**Q.** The first ionisation energies of groups 9 and 10 don't fall down the group as they do in the main groups. The measured values dip from Co to Rh and jump to Ir, while they rise along Ni, Pd, Pt. Can a calculation say why?

First ionisation energies of neutral group 9 and 10 atoms as total-energy differences: PySCF 2.14.0, two-component X2C-1e GHF and GMP2 (cores frozen as listed), x2c-TZVPPall-2c basis, Gaussian nucleus. Each state is one spinor determinant in jj occupation. Spin-free omits spin-orbit coupling; screened-SO includes the one-electron term with screened-nucleus factors.

| species | Z | electrons | configuration | final configuration | frozen electrons | GHF spin-free (eV) | GMP2 spin-free (eV) | GHF screened-SO (eV) | GMP2 screened-SO (eV) | tabulated (eV) | kind of the tabulated value |
| --- | --- | --- | --- | --- | --- | --- | --- | --- | --- | --- | --- |
| Co | 27 | 27 | [Ar] (3d3/2)4 (3d5/2)3 4s2 | [Ar] (3d3/2)4 (3d5/2)4 | 10 | 8.27 | 7.02 | 8.28 | 7.03 | 7.88101 | measured |
| Rh | 45 | 45 | [Kr] (4d3/2)4 (4d5/2)4 (5s1/2)1 | [Kr] (4d3/2)4 (4d5/2)4 | 28 | 6.31 | 7.39 | 6.31 | 7.39 | 7.4589 | measured |
| Ir | 77 | 77 | [Xe] 4f14 (5d3/2)4 (5d5/2)3 6s2 | [Xe] 4f14 (5d3/2)4 (5d5/2)3 (6s1/2)1 | 60 | 7.07 | 8.81 | 7.07 | 8.84 | 8.96702 | measured |
| Ni | 28 | 28 | [Ar] (3d3/2)4 (3d5/2)4 4s2 | [Ar] (3d3/2)4 (3d5/2)5 | 10 | 8.14 | 6.49 | 8.19 | 6.54 | 7.63988 | measured |
| Pd | 46 | 46 | [Kr] 4d10 | [Kr] (4d3/2)4 (4d5/2)5 | 28 | 6.36 | 8.69 | 6.18 | 8.50 | 8.33684 | measured |
| Pt | 78 | 78 | [Xe] 4f14 (5d3/2)4 (5d5/2)5 (6s1/2)1 | [Xe] 4f14 (5d3/2)4 (5d5/2)5 | 60 | 7.60 | 9.09 | 7.57 | 9.08 | 8.95883 | measured |

**A.** The first thing to read is the pair of configuration columns, because the six rows describe three different processes. Rh, Ir and Pt lose an s electron and keep their d count. Pd starts from a closed 4d¹⁰ shell and loses a d electron. Co and Ni lose both 4s electrons and gain a 3d electron, as in 3d⁷4s² → 3d⁸. GHF is the single-determinant mean field, GMP2 adds second-order correlation, and both are given without spin-orbit coupling (spin-free) and with it (screened-SO). I quote screened-SO values unless I say otherwise.

**Q.** Take the simplest process first. Why is the s electron of Ir and Pt so hard to remove?

**A.** The limiting case is an alkali atom: one s electron outside a core that only looks on. In that picture the binding depends on how deeply the s orbital reaches into the core, and theory names two reasons why a 6s electron is held tightly. Near a nucleus of charge $Z$ the electron moves fast, and the scalar relativistic correction, whose relative size goes as $(Z\alpha)^2$ with $\alpha$ the fine-structure constant, contracts and lowers s orbitals; this factor is 0.108 for Rh and 0.324 for Pt. The filled 4f shell also screens its share of the added nuclear charge incompletely, which is the lanthanide contraction. This is the established explanation, but the table does not test it, since every column already contains scalar relativity.

What the numbers do show is where the effect sits. Rh and Pt undergo the same kind of process, dⁿs → dⁿ, and Pt lies 1.29 eV above Rh already in spin-free GHF, against 1.50 eV in the NIST values. Most of the gap is therefore a mean-field effect that needs neither spin-orbit coupling nor correlation. The comparison is not perfectly clean, because Pt stands one group further right and some of the gap is the ordinary rise along a period. The Pt⁺ determinant is also not a pure level, even without spin-orbit coupling, and the effect of that on the energy is unknown. For Ir the mean field does less: GHF puts it 0.76 eV above Rh, only about half of the measured rise, and most of the rest comes with correlation.

The analogy ends at the word spectator. The d shell is more compact than the outer s orbital, but the two overlap and their electrons avoid each other, as the two 6s electrons of Ir also do. GHF leaves out this correlated motion and falls below the tabulated value by 1.15 eV in Rh, 1.39 eV in Pt and 1.90 eV in Ir. With relativity and the 4f shell added, the alkali picture can explain why 6s is bound more tightly than 5s here, but it doesn't give the energies.

**Q.** I had put the high 5d values down to spin-orbit coupling, which is large in Ir and Pt. Why do the spin-free and screened-SO columns hardly differ there?

**A.** An ionisation energy sees only the change in spin-orbit energy between atom and ion, and two limits tell what that change is. Let $\zeta$ be the spin-orbit constant of the d shell and $n>5$ the number of d electrons. In the LS limit the ground level has $J=L+S$, and its top component is one determinant with energy $\zeta\sum m_l m_s$. The five majority-spin electrons have $\sum m_l=0$, the minority electrons have $m_s=-\tfrac12$ and $\sum m_l=L$, and an s electron adds nothing, so

$$E_{LS}=-\tfrac12\zeta L,\qquad L=3,\,3,\,2,\,0 \ \text{ for } d^7, d^8, d^9, d^{10}.$$

In the jj limit each d₃/₂ electron contributes $-\tfrac32\zeta$ and each d₅/₂ electron $+\zeta$. Filling four d₃/₂ spinors first gives $E_{jj}=-6\zeta+(n-4)\zeta=(n-10)\zeta$. Both limits give no shift when the d count is unchanged, however large $\zeta$ is, as long as atom and ion share the same $\zeta$, and the GHF shifts of Rh and Ir are indeed zero to a thousandth of an eV. Both give $-\zeta$ for Pd, where a hole opens in a closed shell and the ion alone is stabilised; the GHF shift there is −0.176 eV, the largest of the six.

**Q.** The table labels the open d shells with d₃/₂ and d₅/₂ occupations. Are these atoms jj-coupled, then?

**A.** The labels are nominal, and Co and Ni separate the two limits. For d⁷ → d⁸ the LS limit gives no shift, because $L$ stays at 3, and for d⁸ → d⁹ it gives $+\zeta/2$, whereas jj gives $+\zeta$ for both. The ratio of the Co shift to the Ni shift would be 0 in LS and 0.93 in jj, and the calculation gives 0.23, nearer to LS. The same runs give $\langle L^2\rangle$ within a few hundredths of the pure $L(L+1)$ for both ends of Co, Rh and Ni.

For an estimate, both limits were fitted to the six GHF shifts with the rough assumption $\zeta=cZ^2$. For Ni in the LS limit,

$$\Delta E=\tfrac12\,cZ^2=\tfrac12\times 8.43\times10^{-5}\ \text{eV}\times 28^2=0.033\ \text{eV},$$

against a computed 0.049 eV. Ni was part of the fit, but Pd fixes $c$ almost alone, so the sign and rough size are the result, and the model falls a third short of the computed shift. Some shortfall is to be expected, because the model gives atom and ion the same $\zeta$. The added 3d electron helps to screen the nucleus and should lower $\zeta$ in the ion, which weakens the ion's stabilisation and raises the ionisation energy. The same effect would give Co a small positive shift even in pure LS coupling. The jj fit actually comes closer for Ni, missing by 0.009 eV against 0.016 eV in LS, so the case for LS rests on Co and on $\langle L^2\rangle$, not on this estimate. The screened-nucleus factors overshoot splittings in light atoms, so the Ni shift should not be read as a measure of the true $\zeta$.

Ir has moved part of the way towards jj. Its $\langle L^2\rangle$ exceeds the pure value of 12 by 1.03 in the atom and 0.79 in the ion. The mixing lowers both ends, and since the d count is the same I argue that it largely cancels, which agrees with the vanishing GHF shift. Pt is the worst row of the LS fit, but its small shift deserves no physical reading, because the Pt⁺ determinant is not a pure level.

**Q.** If the spin-orbit shift of the ionisation energy stays below 0.2 eV everywhere, what makes Pd so much higher than Rh?

**A.** In this calculation it is correlation. GHF puts Pd at 6.18 eV, slightly below Rh at 6.31 eV, and the step to GMP2 then adds 2.32 eV to Pd and 1.08 eV to Rh. The reasoning is that correlation lowers the energy most for electrons crowded into the same compact shell. A d electron taken from d¹⁰ gives up that gain with nine close neighbours, while a diffuse s electron has less to give up.

The same reasoning makes the sign in the third process plausible. The ions of Co and Ni have one d electron more than the atoms, so the ion gains strong d-shell correlation. If this outweighs what is lost with the two 4s electrons, the ionisation energy drops. GMP2 lowers Co by 1.25 eV and Ni by 1.65 eV, and raises the other four. A count with one constant per d electron lost and one per s electron lost, fitted to all six rows, reproduces every sign but misses the sizes by 0.55 eV rms, partly because it cannot tell Rh, Ir and Pt apart.

A finer count of dd, ds and ss pairs does worse where it is really tried. Its three constants were set on the four 4d and 5d rows, which is hardly a test, and carried over to Co it gives +1.04 eV where GMP2 has −1.25 eV; Ni fails in the same way. Pair energies evidently don't transfer from the heavier shells to 3d. My guess is that the compact, nodeless 3d orbital makes dd pairs count for more and ds pairs for less.

**Q.** Does the calculation then explain the dip from Co to Rh?

**A.** It brackets the dip without reproducing it. Rh minus Co is −1.97 eV in GHF, +0.36 eV in GMP2 and −0.42 eV in the tabulated values. Theory argues for a dip as the remainder of two opposed effects: a 4s electron is bound more tightly than a 5s electron, but Co⁺ recovers part of the cost by rearranging to 3d⁸. The size of that recovery hangs on the balance of dⁿ⁺¹ against dⁿs, which, judging by the errors in Co and Ni, neither level gets right for 3d.

The failure can be sized by comparing the GMP2 shift with the gap between GHF and the tabulated value. GMP2 supplies 3.1 times that gap in Co and 3.0 times in Ni, but stays within 10% of it in the other four rows. Its mean absolute error against NIST is 0.98 eV for the first pair and 0.12 eV for the rest. Second-order theory is known to be unreliable when a 3d occupation changes, and here it over-rewards the d-rich ion. For the same reason GMP2 exaggerates the rise from Ni to Pd. GHF puts Ir below Co and Pt below Ni, mainly because without correlation Ir and Pt come out 1.90 and 1.39 eV too low, and to a smaller part because Co and Ni come out 0.40 and 0.55 eV too high.

**Q.** Last, Ir and Pt are measured to be almost equal. Is that understood?

**A.** The direction is understandable, but the near equality is not resolved. Pt minus Ir is +0.50 eV in GHF, +0.24 eV in GMP2 and −0.008 eV in the tabulated values. Correlation narrows the gap because it raises Ir more than Pt, and theory argues that this is the cost of breaking the 6s² pair, which Pt doesn't have.

The remaining quarter of an eV lies within the limits of the runs. The $\langle J^2\rangle$ of Pt⁺ exceeds that of a pure ²D₅/₂ level by 0.64 without spin-orbit coupling and by 1.77 with it, with an unknown effect on the energy, so the close agreement of Pt with NIST is no proof of accuracy. Breit and QED terms, which act on s levels of heavy atoms, are outside the Hamiltonian, and the finite basis adds an error of its own. The row-by-row residuals of both models stand in the printed output below.

Output of the analysis:

```
Screened-SO, eV (table rounding: 0.005 per value, up to 0.01 per difference)
Co d7s2->d8s0 GHF-tab +0.40 GMP2-tab -0.85 GMP2-GHF -1.25 = 3.13 x (tab-GHF)
Rh d8s1->d8s0 GHF-tab -1.15 GMP2-tab -0.07 GMP2-GHF +1.08 = 0.94 x (tab-GHF)
Ir d7s2->d7s1 GHF-tab -1.90 GMP2-tab -0.13 GMP2-GHF +1.77 = 0.93 x (tab-GHF)
Ni d8s2->d9s0 GHF-tab +0.55 GMP2-tab -1.10 GMP2-GHF -1.65 = 3.00 x (tab-GHF)
Pd d10s0->d9s0 GHF-tab -2.16 GMP2-tab +0.16 GMP2-GHF +2.32 = 1.08 x (tab-GHF)
Pt d9s1->d9s0 GHF-tab -1.39 GMP2-tab +0.12 GMP2-GHF +1.51 = 1.09 x (tab-GHF)
mean abs error Co,Ni: GHF 0.47 GMP2 0.98; other four: GHF 1.65 GMP2 0.12 eV
Spin-orbit shift, eV (unrounded outputs); model = factor x zeta, zeta = c Z^2, fitted to GHF
Co GHF +0.011 GMP2 +0.011 | LS factor +0.0 resid +0.011 | jj factor +1 resid -0.043
Rh GHF -0.000 GMP2 -0.001 | LS factor +0.0 resid -0.000 | jj factor +0 resid -0.000
Ir GHF -0.000 GMP2 +0.022 | LS factor +0.0 resid -0.000 | jj factor +0 resid -0.000
Ni GHF +0.049 GMP2 +0.050 | LS factor +0.5 resid +0.016 | jj factor +1 resid -0.009
Pd GHF -0.176 GMP2 -0.188 | LS factor -1.0 resid +0.003 | jj factor -1 resid -0.018
Pt GHF -0.027 GMP2 -0.016 | LS factor +0.0 resid -0.027 | jj factor +0 resid -0.027
LS c 8.43e-05 rms 0.014 worst Pt; jj c 7.43e-05 rms 0.022 worst Co; rough c Z^2 at Pt 0.5 eV
Co/Ni shift ratio 0.23 (LS 0, jj 0.93); LS zeta from Ni 0.098, Pd 0.176 eV
Excess over pure level, screened-SO atom/ion (no data for Pd)
Co J2 +0.02/+0.02 L2 +0.02/+0.01; ion J2 spin-free +0.02
Rh J2 +0.01/+0.02 L2 +0.05/+0.06; ion J2 spin-free +0.02
Ir J2 +0.03/+0.01 L2 +1.03/+0.79; ion J2 spin-free +0.01
Ni J2 +0.01/+0.01 L2 +0.01/+0.01; ion J2 spin-free +0.01
Pt J2 +0.08/+1.77 L2 +0.23/+1.08; ion J2 spin-free +0.64
Correlation shift, eV: value (model). Pair count fitted without Co, Ni (compact 3d shell)
Co GMP2-GHF -1.25 (electrons -1.09, pairs +1.04); tab-GHF -0.40 (electrons -0.25)
Rh GMP2-GHF +1.08 (electrons +0.97, pairs +1.23); tab-GHF +1.15 (electrons +1.18)
Ir GMP2-GHF +1.77 (electrons +0.97, pairs +1.77); tab-GHF +1.90 (electrons +1.18)
Ni GMP2-GHF -1.65 (electrons -1.09, pairs +1.09); tab-GHF -0.55 (electrons -0.25)
Pd GMP2-GHF +2.32 (electrons +3.04, pairs +2.32); tab-GHF +2.16 (electrons +2.61)
Pt GMP2-GHF +1.51 (electrons +0.97, pairs +1.38); tab-GHF +1.39 (electrons +1.18)
per electron d, s: GMP2-GHF 3.04, 0.97 rms 0.55; tab-GHF 2.61, 1.18 rms 0.38 eV
per pair dd 0.26 ds 0.15 ss 0.70 eV; resid Co -2.29 Ni -2.74, other four rms 0.10
Differences, eV: GHF free, GHF SO, GMP2 free, GMP2 SO, tabulated
Rh-Co -1.96 -1.97 +0.37 +0.36 -0.422
Ir-Rh +0.76 +0.76 +1.42 +1.45 +1.508
Ir-Co -1.20 -1.21 +1.79 +1.81 +1.086
Pd-Ni -1.78 -2.01 +2.20 +1.96 +0.697
Pt-Pd +1.24 +1.39 +0.40 +0.58 +0.622
Pt-Ni -0.54 -0.62 +2.60 +2.54 +1.319
Pt-Rh +1.29 +1.26 +1.70 +1.69 +1.500
Pt-Ir +0.53 +0.50 +0.28 +0.24 -0.008
(Z alpha)^2: Co 0.039 Rh 0.108 Ir 0.316 Ni 0.042 Pd 0.113 Pt 0.324
```
